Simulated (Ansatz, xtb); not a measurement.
# A family of molecules: the atomisation energy (no zero-point term)

Gas-phase molecules, one atom swapped for its congeners: B(CH3)Cl; B(CH3)Br; B(CH3)I. All are doublets with charge 0.

Shapes, held fixed at every level: PBE0-D4/def2-TZVP. Programs: Ansatz 0.2.0, xtb 6.7.1. Values in eV.

```
               level  B(CH3)Cl  B(CH3)I
            GFN0-xTB     22.84    21.80
r2SCAN-D4/def2-TZVPP     22.07    20.68
 B3LYP-D4/def2-TZVPP     21.70    20.34
 BHLYP-D4/def2-TZVPP     21.23    19.88
   B2PLYP/def2-TZVPP     21.49    20.12
    CCSD(T)/def2-SVP     20.69    19.31
     CCSD/def2-TZVPP     20.74    19.43
  CCSD(T)/def2-TZVPP     21.03    19.74
```

Problem. Estimate the column for B(CH3)Br from its neighbours.

Solution. The mean of the neighbours at CCSD(T)/def2-TZVPP is 20.38 eV, against 20.43 from the run. All rows: GFN0-xTB 22.03; r2SCAN-D4/def2-TZVPP 21.43; B3LYP-D4/def2-TZVPP 21.05; BHLYP-D4/def2-TZVPP 20.59; B2PLYP/def2-TZVPP 20.83; CCSD(T)/def2-SVP 20.06; CCSD/def2-TZVPP 20.14; CCSD(T)/def2-TZVPP 20.43 eV. At CCSD(T)/def2-TZVPP the atomisation energy falls at every step, from 21.03 to 19.74 eV. Every level shows the same order. Open shells run unrestricted. For atoms past krypton def2 sets carry core potentials with scalar relativity. Relativity is left out for Br. Outer-core shells of Br, I are correlated in most correlated rows, in sets that cover them unevenly. GFN0-xTB strays far from the other rows. xTB rows lack spin polarisation. Spin-orbit coupling, which grows down the group, is left out (summed over each molecule's free atoms 0.04, 0.16, 0.32 eV). Coupled cluster in double- or triple-zeta sets underbinds by a few per cent against its basis-set limit. CCSD also lacks the triples, which bind further.

The atomisation energy falls from chloride to bromide to iodide at every level. Removing the halogen leaves the same BCH3 fragment in each case, so the differences between the totals are differences in B–X bond energy, although the absolute bond strengths remain undetermined. Down the group the halogen valence p orbitals become larger and more diffuse and overlap less well with boron, while the falling electronegativity reduces the ionic contribution to the bond. Weaker π donation into the formally empty boron p orbital probably adds to the decline.

Connected triples raise all three energies by similar amounts, which suggests that the trend does not hinge on them. Spin-orbit stabilisation of the free atoms would lower the iodide's value most and so steepen the decline. Interpolation works because the bromide lies close to midway between its neighbours, slightly above their mean in every row but GFN0-xTB, where it falls clearly below. This success reflects a smooth change in bonding within one group and doesn't establish that the fluoride could be reached by extrapolation.
